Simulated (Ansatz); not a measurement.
**How methods differ on SiH2F2 (SMILES F[SiH2]F)**

SiH2F2 has 5 atoms, charge 0, and is taken as a singlet. As SMILES, `F[SiH2]F`. The shape is that of a PBE0-D4/def2-TZVP optimisation.

```xyz
5

F    -1.0790    0.5382    0.9807
Si   -0.0052   -0.0005   -0.0541
F     1.2476   -0.5206    0.7669
H    -0.5905   -1.1387   -0.7863
H     0.4271    1.1217   -0.9073
```

Each level gives the energy change with the F1–Si2 bond stretched from 1.586 to 1.982 Å (eV). The values are calculated.

| level | kind | program | value (eV) | less FCI/STO-3G |
| --- | --- | --- | --- | --- |
| B3LYP/STO-3G (restricted) | global hybrid | Ansatz | 1.16 | +0.07 |
| BHLYP/STO-3G (restricted) | global hybrid | Ansatz | 1.45 | +0.36 |
| CAM-B3LYP/STO-3G (restricted) | range-separated hybrid | Ansatz | 1.30 | +0.21 |
| HSE06/STO-3G (restricted) | range-separated hybrid | Ansatz | 1.22 | +0.13 |
| RPA@PBE/STO-3G (restricted) | RPA | Ansatz | 0.88 | -0.21 |
| MP2/STO-3G (restricted) | perturbation theory | Ansatz | 1.41 | +0.32 |
| CCSD/STO-3G (restricted) | coupled cluster or CI | Ansatz | 1.11 | +0.02 |
| CCSDT/STO-3G (restricted) | coupled cluster or CI | Ansatz | 1.10 | +0.01 |
| FCI/STO-3G | exact in the basis | Ansatz | 1.09 | 0.00 |

FCI/STO-3G is exact within its basis and frozen core, so for wave-function methods in that basis the difference is their error; functionals converge differently with the basis, so for them it is only a difference. The first shape isn't each level's own minimum. The values span 0.88 to 1.45 eV. All rows use very small basis sets, so none should be taken for the real molecule's value.

Stretching the strongly polar Si–F bond costs energy at every level, as both the σ overlap and the attraction between Si and F weaken. The bond is elongated but not broken, and a single reference still describes it well: CCSD lies only 0.02 eV above the exact result in this basis, and full triples change little. MP2, by contrast, overestimates the cost by 0.32 eV. Since CCSD removes nearly all of that error, what MP2 lacks is mainly the higher-order treatment of single and double excitations, not connected triples.

Among the hybrids, B3LYP gives the smallest rise and BHLYP the largest, probably because a larger share of exact exchange in a restricted determinant leaves out more of the left-right correlation that grows as the bond lengthens. RPA@PBE is the only level below the FCI value, so the spread isn't a uniform bias towards too stiff a bond. The close agreement of CCSD can't be carried over to full dissociation, where two open-shell fragments make the restricted reference much poorer.
